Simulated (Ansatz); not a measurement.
# AlAu: energy above lowest point as volume scale varies

Results calculated with Ansatz 0.2.0, not measured. Free energy against uniform scaling of the volume at fixed shape and fractions; periodic cell, basis, potentials, k mesh and filling as listed.

The cell before it is scaled or strained (space group Pm-3m, No. 221):
```
CELL_PARAMETERS angstrom
3.22390 0.00000 0.00000
0.00000 3.22390 0.00000
0.00000 0.00000 3.22390
ATOMIC_POSITIONS crystal
Al 0.00000 0.00000 0.00000
Au 0.50000 0.50000 0.50000
```

Settings of every row: functional LDA; dispersion none; potentials all-electron LAPW; k mesh 9x9x9; k shift 0x0x0; occupations fermi dirac; smearing width 0.1 eV; spin none.

Limits: coarse k mesh, up to 40 meV an atom off; minimum outside the range; no spin-orbit coupling, which can matter with elements this heavy; the cell comes from a prototype or a list of computed structures and needn't be the stable phase.

```
row  volume scale  V (Å³/atom)  energy above lowest point (meV/atom)
  1          0.94       15.749                                     0
  2          0.97       16.251                                     ?
  3             1       16.754                                    29
  4          1.03       17.256                                  57.7
  5          1.06       17.759                                    93
```

Question: what energy above lowest point should row 2 give?

Worked fit of energy above lowest point. Take u = (V_r/V)^(2/3) − 1 with V_r = 17.005 Å³ an atom, which is twice the finite (Eulerian) strain; such expansions in the strain, on which the Birch-Murnaghan equation of state is built, carry the rest volume and the bulk modulus. The shown rows have u = 0.05248, 0.00996, -0.00972, -0.02851. Least squares give energy above lowest point = 42.32 − 1438.3 × u + 12030 × u² meV/atom; a straight line predicts inner rows, each left out in turn, worse (root mean square 12 against 0.54 meV/atom). The rows lie off it by 0.0, -0.2, 0.3, -0.1. The withheld row has u = 0.0307, so the fit gives 42.32 − 1438.3 × (0.0307) + 12030 × (0.0307)² = 9.5 meV/atom.

The calculation gave 9.1 meV/atom. The fit lies 0.4 meV/atom (4.4 % of the value, 0.43 % of the column's range) above it; its largest miss of a shown row is 0.3 meV/atom.
